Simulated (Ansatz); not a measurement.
Swapping H for F on Ge: the HOMO–LUMO gap

Gas-phase molecules. On one Ge centre that keeps Cl, n of the H ligands are replaced by F. The HOMO–LUMO gap y in eV at wB97X-V/def2-TZVPP. Shapes: PBE0-D4/def2-TZVP. Programs: Ansatz 0.2.0.

| molecule | n | y (eV) |
| --- | --- | --- |
| GeH3Cl | 0 | 13.04 |
| GeH2ClF | 1 | 13.52 |
| GeHClF2 | 2 | ? |
| GeClF3 | 3 | 13.72 |

Fit y = c + s·n to the known rows and predict GeHClF2.


1. Means of the 3 rows: n = 1.33333, y = 13.427.
2. Σ(Δn)² = 4.6667, Σ(Δn·Δy) = 0.97333, so the slope is 0.97333/4.6667 = 0.20857.
3. Intercept: 13.427 − (0.20857) × 1.33333 = 13.149. The largest residual of the fit is 0.16.
4. GeHClF2: 13.149 + (0.20857) × 2 = 13.57 eV.

The run gave 13.96 eV, so the prediction is off by -0.39 eV, more than the largest residual. The step per swap changes from +0.48 to -0.24 eV along the series, so a line misses the bend. Other levels give for GeHClF2: r2SCAN-D4/def2-TZVPP 7.42; B3LYP-D4/def2-TZVPP 8.55; r2SCAN0-D4/def2-TZVPP 9.70 eV. Orbital gaps aren't excitation energies, and the LUMO depends on the basis. Relativity is left out for Ge. The series isn't monotonic at this level.

The gap widens over the first two fluorine substitutions, peaks at GeHClF2 and narrows at GeClF3, which still lies above GeH3Cl. This suggests two competing shifts. The HOMO is probably mainly a chlorine 3p lone pair, which is stabilised as electronegative fluorine makes germanium more positive. The same withdrawal lowers the empty Ge–Cl and Ge–F σ* orbitals. The gap grows while the occupied level falls faster, and shrinks once the acceptor level does, consistent with the strong Lewis acidity of highly fluorinated germanium(IV).

A constant increment per fluorine therefore has little physical basis here, and the line underestimates GeHClF2 because it interpolates across a maximum. The much smaller gaps from the other functionals for this molecule probably reflect their different treatment of exchange, especially at long range, so the absolute value says little about chemical hardness. With only gaps given, the separate HOMO and LUMO shifts remain unresolved, as does whether the turnover survives a change of functional.
